**Ground levels and χT of 5d dications in an octahedron of point charges**

The table holds the ground level, first excitation and χT at 2, 50 and 300 K of eight 5dⁿ dications among six charges of −1 e, from state-averaged CASSCF over the 5d shell with spin-orbit state interaction (OpenMolcas, ANO-RCC-VDZP, DKH2). The program splits χT into a Curie part and a term linear in T, compares it with spin-only and free-ion Landé values, and diagonalises a dⁿ model with cubic field Δ, Racah B and C, and spin-orbit constant ζ. For Lu, Hf, Ir and Au, whose parameters come from the runs' spin-free terms and spin-orbit lowering, the model gives χT at 300 K within 0.007 cm³ K/mol, while the gap is 6 % low for Au and 19 % low for Hf. For Ta, W, Re and Os, B and C are interpolated and Δ and ζ solved from gap and lowering: Re and Os are reproduced well, W is 9 to 17 % low at 300 K, and Ta depends strongly on the assumed B and C. In the model the triplet label of Os marks a level of about 0.3 singlet, 0.4 triplet and 0.3 quintet.

Calculated values. OpenMolcas 26.06, state-averaged CASSCF over the 5d shell with spin-orbit state interaction (atomic mean-field integrals), DKH2, ANO-RCC-VDZP. Each 2+ ion sits in a regular octahedron of six point charges of -1 e. Ground levels carry double-group labels, the multiplicity is that of the largest spin component, and χT is the powder value from Van Vleck's formula.

## Program and output

```python
# Table: ground level, first excitation and chiT of 5d(n) 2+ ions in six -1 charges; OpenMolcas CASSCF(5d) + spin-orbit, ANO-RCC-VDZP, DKH2.
# Tested: Curie + linear split, spin-only and free-ion Lande values, and a d^n model (Delta, Racah B, C, zeta).
T = {
    'ion': ['Lu2+', 'Hf2+', 'Ta2+', 'W2+', 'Re2+', 'Os2+', 'Ir2+', 'Au2+'],
    'n': [1, 2, 3, 4, 5, 6, 7, 9],
    'charge_distance': [1.87, 1.83, 2.19, 2.51, 2.14, 1.86, 2.24, 2.12],  # Å
    'mult': [2, 3, 4, 5, 6, 3, 4, 2],
    'label': ['G8', 'E', 'G8', 'A1', 'G7', 'A1', 'G6', 'G8'],
    'deg': [4, 2, 4, 1, 2, 1, 2, 4],
    'gap': [888, 72.9, 8800, 1800, 64.5, 1430, 777, 3210],  # 1/cm
    'chi_2': [0.003, 0.004, 0.929, 0.001, 1.13, 0.003, 2.28, 0.99],  # cm3 K/mol
    'chi_50': [0.031, 0.084, 0.938, 0.036, 3.59, 0.085, 2.52, 1.0],  # cm3 K/mol
    'chi_300': [0.175, 0.27, 0.984, 0.218, 4.18, 0.517, 3.7, 1.06],  # cm3 K/mol
}
import numpy as np
from itertools import combinations
from scipy import constants as sc
from scipy.optimize import brentq, least_squares
from sympy.physics.wigner import wigner_3j as w3
pc = lambda s: sc.physical_constants[s][0]
C0 = sc.N_A*sc.mu_0*pc('Bohr magneton')**2/sc.k/(4e-6*np.pi); kc = sc.k/(sc.h*sc.c*100); ge = -pc('electron g factor')
ms = range(-2, 3); I2 = np.eye(2); I5 = np.eye(5); sp = np.array([[0., 1], [0, 0]]); sz = np.diag([.5, -.5])
lz = np.diag(np.arange(-2., 3)); lp = np.diag([np.sqrt(6-m*(m+1)) for m in range(-2, 2)], -1); kr = np.kron
CK = {(k, q): kr([[float(5*w3(2, k, 2, 0, 0, 0)*w3(2, k, 2, -m, q, p))*(-1)**m for p in ms] for m in ms], I2) for k in (2, 4) for q in range(-k, k+1)}
def ops(n):
    ds = [sum(1 << p for p in c) for c in combinations(range(10), n)]; ix = {d: i for i, d in enumerate(ds)}
    e = np.array([(ix[(d ^ 1 << q) | 1 << p], ix[d], p, q, (-1)**(((d ^ 1 << q) & ((1 << q)-1)).bit_count()+((d ^ 1 << q) & ((1 << p)-1)).bit_count()))
                  for d in ds for q in range(10) if d >> q & 1 for p in range(10) if not (d ^ 1 << q) >> p & 1]).T
    def ob(h):
        M = np.zeros((len(ds), len(ds))); np.add.at(M, (e[0], e[1]), h[e[2], e[3]]*e[4]); return M
    G = {k: sum(u.T@u/2 for u in (ob(CK[k, q]) for q in range(-k, k+1))) for k in (2, 4)}
    H = np.array([ob(2.1*(CK[4, 0]+np.sqrt(5/14)*(CK[4, 4]+CK[4, -4]))), 49*G[2], 7*G[2]+12.6*G[4], ob(kr(lz, sz)+(kr(lp, sp.T)+kr(lp.T, sp))/2)])
    Lz, Sz, Sp = ob(kr(lz, I2)), ob(kr(I5, sz)), ob(kr(I5, sp)); b = np.rint(2*np.diag(Lz+Sz)).astype(int) % 8
    return H, [H[:, b == r][:, :, b == r] for r in set(b)], np.diag(Lz+ge*Sz), np.linalg.eigh(Sp.T@Sp+Sz@Sz+Sz)
O = {int(n): ops(int(n)) for n in T['n']}
ev = lambda n, P: np.sort(np.concatenate([np.linalg.eigvalsh(np.tensordot(P, h, 1)) for h in O[n][1]]))
def zeta(n, P, lo):
    e0 = ev(n, [*P, 0])[0]; return brentq(lambda z: e0-ev(n, [*P, z])[0]-lo, 1, 12000, xtol=1e-2)
def full(n, P):
    H, _, mz, (s, W) = O[n]; E, U = np.linalg.eigh(np.tensordot(P, H, 1)); E -= E[0]; d = int((E < .01).sum())
    M2 = (U.T@(mz[:, None]*U))**2; dE = E[None, :]-E[:, None]; z = abs(dE) < .01; dE[z] = 1
    chi = [C0*np.exp(-E/kc/t)@(M2*np.where(z, 1, 2*kc*t/dE)).sum(1)/np.exp(-E/kc/t).sum() for t in (2, 50, 300)]
    w = ((W.T@U[:, :d])**2).sum(1)/d; mu = np.rint(np.sqrt(1+4*s)).astype(int)
    return d, E[d], chi, ' '.join(f'{m}:{w[mu == m].sum():.2f}' for m in sorted(set(mu)))
R = {int(n): {k: T[k][i] for k in T} for i, n in enumerate(T['n'])}; ic = {}
print(f'C0={C0:.4f} cm3K/mol; kT(2,50,300 K)={2*kc:.1f},{50*kc:.1f},{300*kc:.1f} 1/cm; chiT rounding 0.0005 (<1), 0.005 (>1)')
print('ion gap/kT300 | Curie part, slope/K (2,50 K), linear-table at 300 K | spin-only(label), chi2/so, chi300/so | Lande, chi300-Lande')
for n, r in R.items():
    sl = (r['chi_50']-r['chi_2'])/48; ic[n] = r['chi_2']-2*sl; so = C0*ge**2*(r['mult']**2-1)/12
    S = min(n, 10-n)/2; L = (n % 5)*(5-n % 5)/2; J = abs(L-S) if n < 5 else L+S; x = J*(J+1)
    la = C0*x/3*(1.5+(S*(S+1)-L*(L+1))/(2*x))**2 if J else 0; r['so'] = so
    print(f"{r['ion']} {r['gap']/kc/300:.2f} | {ic[n]:.3f} {sl:.2e} {ic[n]+300*sl-r['chi_300']:+.3f} | {so:.3f} {r['chi_2']/so:.3f} {r['chi_300']/so:.3f} | {la:.3f} {r['chi_300']-la:+.3f}")
# typed from further outputs of the same runs: lowering, spin-free terms (count, 1/cm), Ir g, Re chiT at 2 and 5 K, 5d <r2> (bohr2)
low = {1: 313.1, 2: 888.3, 3: 1256.7, 4: 5176.5, 5: 2062.2, 6: 6369.2, 7: 7553.9, 9: 3946.9}; P0 = {1: [29656.7, 0, 0], 9: [4496.7, 0, 0]}
tm = {2: ([9, 3, 2, 1, 9, 9, 3, 3, 3, 2, 1], [0, 7071, 7118, 16389, 24708, 31294, 33043, 34999, 51346, 60112, 69813], [26600., 570, 2300]),
      7: ([12, 12, 4, 4, 6, 6, 12, 2, 6, 6, 6, 4, 6, 6, 4, 6, 6, 2, 4, 6], [0, 4220, 9226, 11152, 14314, 14616, 15716, 17146, 18329, 20209, 20383, 21802, 23954, 24212, 24284, 32387, 32934, 33435, 50055, 50406], [5000., 800, 3300])}
gI = 4.916; re0 = 1.131817-2*(1.337953-1.131817)/3; r2 = {2: 7.547, 7: 3.152}
print(f"Ir g={gI}: Curie {C0*gI**2/4:.3f}; Re Curie (2,5 K) {re0:.3f}, g={np.sqrt(4*re0/C0):.3f} vs 5/3 ge={5*ge/3:.3f} ({C0*(5*ge/3)**2/4:.3f})")
for n, (c, e, x0) in tm.items():
    f = least_squares(lambda p: (lambda E: E-E[0])(ev(n, [*p, 0]))-np.repeat(e, c), x0, x_scale=x0); P0[n] = list(f.x)
    r4 = (0.6*f.x[0]/(pc('hartree-inverse meter relationship')/100)*(R[n]['charge_distance']*1e-10/pc('Bohr radius'))**5)**.25
    print(f"{R[n]['ion']} terms: Delta,B,C={np.rint(f.x)} rms {np.sqrt(np.mean(f.fun**2)):.0f} max {abs(f.fun).max():.0f} 1/cm; R^-5 law <r4>^1/4={r4:.2f}, run <r2>^1/2={r2[n]**.5:.2f} bohr")
print('ion mode Delta zeta | deg model/table, gap model (err) | chiT 2,50,300 model ; model-table | spin weights (table label)')
for n, r in R.items():
    for a in ((1,) if n in P0 else (1, .85)):
        if n in P0: sol, tag = [P0[n]], 'terms'
        else:
            BC = [a*(P0[2][j]+(P0[7][j]-P0[2][j])*(n-2)/5) for j in (1, 2)]
            def f(D):
                E = ev(n, [D, *BC, zeta(n, [D, *BC], low[n])]); E = E-E[0]; d = (E < .01).sum()
                return (E[d] if d == r['deg'] else 0)-r['gap']
            g = np.geomspace(500, 40000, 18); y = np.array([f(D) for D in g])
            rt = [brentq(f, g[i], g[i+1], xtol=2) for i in range(17) if y[i]*y[i+1] < 0]
            tag = f'BCx{a} roots={len(rt)}'; sol = [[D, *BC] for D in (rt or [g[abs(y).argmin()]])]
        out = sorted(((P[0], z, *full(n, [*P, z])) for P in sol for z in [zeta(n, P, low[n])]), key=lambda o: abs(o[4][2]-r['chi_300']))
        for D, z, d, gp, ch, w in out[:2]:
            print(f"{r['ion']} {tag} {D:.0f} {z:.0f} | {d}/{r['deg']} {gp:.1f} ({100*(gp/r['gap']-1):+.1f}%) | {ch[0]:.3f} {ch[1]:.3f} {ch[2]:.3f} ; {ch[0]-r['chi_2']:+.3f} {ch[1]-r['chi_50']:+.3f} {ch[2]-r['chi_300']:+.3f} | {w} ({r['mult']})")
assert all(R[n]['chi_2'] < 0.005 for n in (1, 2, 4, 6)) and all(r['deg'] % 2 == 0 for n, r in R.items() if n % 2)
assert R[3]['chi_300'] < 0.6*R[3]['so'] and R[9]['chi_2'] > 2*R[9]['so'] and R[5]['chi_2'] < R[5]['chi_300'] < R[5]['so']
assert abs(ic[7]-C0*gI**2/4) < 0.015
```

Printed output:

```
C0=0.3751 cm3K/mol; kT(2,50,300 K)=1.4,34.8,208.5 1/cm; chiT rounding 0.0005 (<1), 0.005 (>1)
ion gap/kT300 | Curie part, slope/K (2,50 K), linear-table at 300 K | spin-only(label), chi2/so, chi300/so | Lande, chi300-Lande
Lu2+ 4.26 | 0.002 5.83e-04 +0.002 | 0.376 0.008 0.465 | 0.300 -0.125
Hf2+ 0.35 | 0.001 1.67e-03 +0.231 | 1.003 0.004 0.269 | 0.333 -0.063
Ta2+ 42.20 | 0.929 1.87e-04 +0.001 | 1.880 0.494 0.523 | 0.075 +0.909
W2+ 8.63 | -0.000 7.29e-04 +0.000 | 3.008 0.000 0.072 | 0.000 +0.218
Re2+ 0.31 | 1.027 5.12e-02 +12.222 | 4.387 0.258 0.953 | 4.377 -0.197
Os2+ 6.86 | -0.000 1.71e-03 -0.005 | 1.003 0.003 0.516 | 5.627 -5.110
Ir2+ 3.73 | 2.270 5.00e-03 +0.070 | 1.880 1.213 1.968 | 5.502 -1.802
Au2+ 15.39 | 0.990 2.08e-04 -0.008 | 0.376 2.633 2.819 | 1.576 -0.516
Ir g=4.916: Curie 2.267; Re Curie (2,5 K) 0.994, g=3.256 vs 5/3 ge=3.337 (1.044)
Hf2+ terms: Delta,B,C=[26264.   498.  2072.] rms 300 max 1114 1/cm; R^-5 law <r4>^1/4=2.44, run <r2>^1/2=2.75 bohr
Ir2+ terms: Delta,B,C=[4835.  811. 3313.] rms 168 max 402 1/cm; R^-5 law <r4>^1/4=2.06, run <r2>^1/2=1.78 bohr
ion mode Delta zeta | deg model/table, gap model (err) | chiT 2,50,300 model ; model-table | spin weights (table label)
Lu2+ terms 29657 591 | 4/4 904.3 (+1.8%) | 0.002 0.030 0.173 ; -0.001 -0.001 -0.002 | 2:1.00 (2)
Hf2+ terms 26264 1108 | 2/2 59.0 (-19.1%) | 0.004 0.094 0.270 ; +0.000 +0.010 -0.000 | 1:0.01 3:0.99 (3)
Ta2+ BCx1 roots=1 11235 2072 | 4/4 8800.0 (-0.0%) | 0.961 0.970 1.014 ; +0.032 +0.032 +0.030 | 2:0.04 4:0.96 (4)
Ta2+ BCx0.85 roots=1 20708 2425 | 4/4 8800.0 (+0.0%) | 1.182 1.187 1.215 ; +0.253 +0.249 +0.231 | 2:0.05 4:0.95 (4)
W2+ BCx1 roots=1 3761 2512 | 1/1 1800.0 (-0.0%) | 0.001 0.033 0.199 ; +0.000 -0.003 -0.019 | 1:0.01 3:0.21 5:0.77 (5)
W2+ BCx0.85 roots=1 2805 2303 | 1/1 1800.0 (-0.0%) | 0.001 0.030 0.180 ; +0.000 -0.006 -0.038 | 1:0.02 3:0.24 5:0.75 (5)
Re2+ BCx1 roots=1 7815 2955 | 2/2 64.5 (+0.0%) | 1.128 3.574 4.162 ; -0.002 -0.016 -0.018 | 2:0.01 4:0.10 6:0.89 (6)
Re2+ BCx0.85 roots=1 5977 2748 | 2/2 64.5 (+0.0%) | 1.120 3.550 4.136 ; -0.010 -0.040 -0.044 | 2:0.01 4:0.11 6:0.87 (6)
Os2+ BCx1 roots=1 11896 3401 | 1/1 1429.9 (-0.0%) | 0.003 0.082 0.501 ; +0.000 -0.003 -0.016 | 1:0.31 3:0.39 5:0.30 (3)
Os2+ BCx0.85 roots=1 10166 3182 | 1/1 1430.0 (+0.0%) | 0.004 0.088 0.533 ; +0.001 +0.003 +0.016 | 1:0.31 3:0.40 5:0.28 (3)
Ir2+ terms 4835 4087 | 2/2 783.0 (+0.8%) | 2.279 2.522 3.704 ; -0.001 +0.002 +0.004 | 2:0.09 4:0.91 (4)
Au2+ terms 4497 5417 | 4/4 3026.6 (-5.7%) | 0.990 1.002 1.067 ; +0.000 +0.002 +0.007 | 2:1.00 (2)
```
